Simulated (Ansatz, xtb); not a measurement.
# C4H8BNSi: which of two isomers lies lower

We compare a, `Bc1cccn1[SiH3]`, a singlet, with b, `Bn1cccc1[SiH3]`, a singlet. Both are isolated molecules in the gas phase, relaxed with PBE-D3(BJ)/def2-SVP; the shapes shown needn't be the lowest conformers.

a (Å):

```xyz
15

C    -1.0317   -0.1442    0.0433
C     0.0547    0.1715   -0.8076
C     0.6151   -1.0261   -1.2968
C    -0.1332   -2.0724   -0.7411
B    -1.9601    0.7639    0.8145
N    -1.1179   -1.5566    0.0591
Si   -2.3276   -2.5111    0.9849
H    -2.8521    0.2960    1.5058
H    -1.8266    1.9707    0.7536
H     0.3823    1.1944   -1.0299
H     1.4667   -1.1416   -1.9771
H    -0.0193   -3.1562   -0.8716
H    -1.9869   -3.9359    0.6604
H    -3.7151   -2.1887    0.5238
H    -2.1804   -2.2614    2.4537
```

b (Å):

```xyz
15

C     0.1544    0.0006   -0.8891
C     0.6109   -1.2314   -1.2931
C    -0.2284   -2.2199   -0.6641
C    -1.1759   -1.5670    0.1077
B    -1.6811    0.8722    0.5922
N    -0.9403   -0.1758   -0.0299
Si   -2.5324   -2.3251    1.1545
H    -2.6080    0.5741    1.3150
H    -1.3554    2.0194    0.3746
H     0.5012    1.0120   -1.1280
H     1.4547   -1.4198   -1.9669
H    -0.1403   -3.3079   -0.7717
H    -2.3963   -3.8134    0.9925
H    -3.9048   -1.9040    0.7031
H    -2.3927   -1.9738    2.6110
```

Q: Estimate E(b) − E(a) at the level CCSD(T)/def2-SVP + ΔMP2/def2-TZVPP.

A: Calculated at CCSD(T)/def2-SVP + ΔMP2/def2-TZVPP: E(b) − E(a) = −5.0 kcal/mol, so structure b lies lower.

The same difference at several levels:

```
                             level             geometry  E(b) − E(a) (kcal/mol)  departure from the last row (kcal/mol)  job, with rough time for the two
                          GFN2-xTB             GFN2-xTB                      +0.6                                    +5.7              optimisation, 0.14 s
                         HF/STO-3G             GFN2-xTB                      −9.5                                    −4.5              single point, 0.42 s
                r2SCAN-D4/def2-SVP             GFN2-xTB                      −4.9                                    +0.1               single point, 3.2 s
               PBE-D3(BJ)/def2-SVP  PBE-D3(BJ)/def2-SVP                      −4.9                                    +0.1                optimisation, 18 s
                       HF/def2-SVP  PBE-D3(BJ)/def2-SVP                      −6.9                                    −1.9           part of the CCSD(T) run
                      MP2/def2-SVP  PBE-D3(BJ)/def2-SVP                      −5.3                                    −0.3           part of the CCSD(T) run
                  CCSD(T)/def2-SVP  PBE-D3(BJ)/def2-SVP                      −6.8                                    −1.8                      single point
CCSD(T)/def2-SVP + ΔMP2/def2-TZVPP  PBE-D3(BJ)/def2-SVP                      −5.0                                                        single point, 50 s
```

As drawn, b has 1 B–N, 1 C–Si in place of 1 C–B, 1 N–Si.

GFN2-xTB puts the two in the other order. The largest departure from CCSD(T)/def2-SVP + ΔMP2/def2-TZVPP is that of GFN2-xTB, 5.7 kcal/mol. The last row adds to CCSD(T) the change of the MP2 difference between the two basis sets, here +1.8 kcal/mol.

With thermal terms from frequencies at re-optimised GFN2-xTB minima (ideal gas, soft modes damped towards free rotors, one conformer each, 298.15 K, 1 atm): on the last row, ΔE + ΔZPE = −4.7, ΔH = −4.7, ΔG = −4.6 kcal/mol.

The correlated steps freeze 11 core orbitals. Programs: Ansatz 0.2.0, xtb 6.7.1; the last row on 2 threads of Intel(R) Xeon(R) 6975P-C (Granite Rapids) on a shared host.

The N-boryl, C-silyl isomer is favoured, and the preference is mainly electronic, since thermal terms barely alter it. Moving boron from carbon to nitrogen exchanges a C–B and an N–Si bond for a B–N and a C–Si bond. The B–N bond is strongly polar and gains π character as the nitrogen lone pair donates into boron's empty p orbital, which the nearly coplanar BH2 group allows. This probably outweighs the loss of the strong, polar N–Si bond. The gain is tempered because that lone pair also belongs to the aromatic sextet, and because the α-carbon in a can itself donate π density to boron.

Hartree–Fock and CCSD(T) nearly coincide in the same basis, at −6.9 and −6.8 kcal/mol, so the ordering does not depend on electron correlation. The closeness of the two density functionals to the final value may owe something to cancellation between functional and basis-set errors. The energies do not show whether the isomers can interconvert, which would require a barrier for exchanging the boryl and silyl groups.
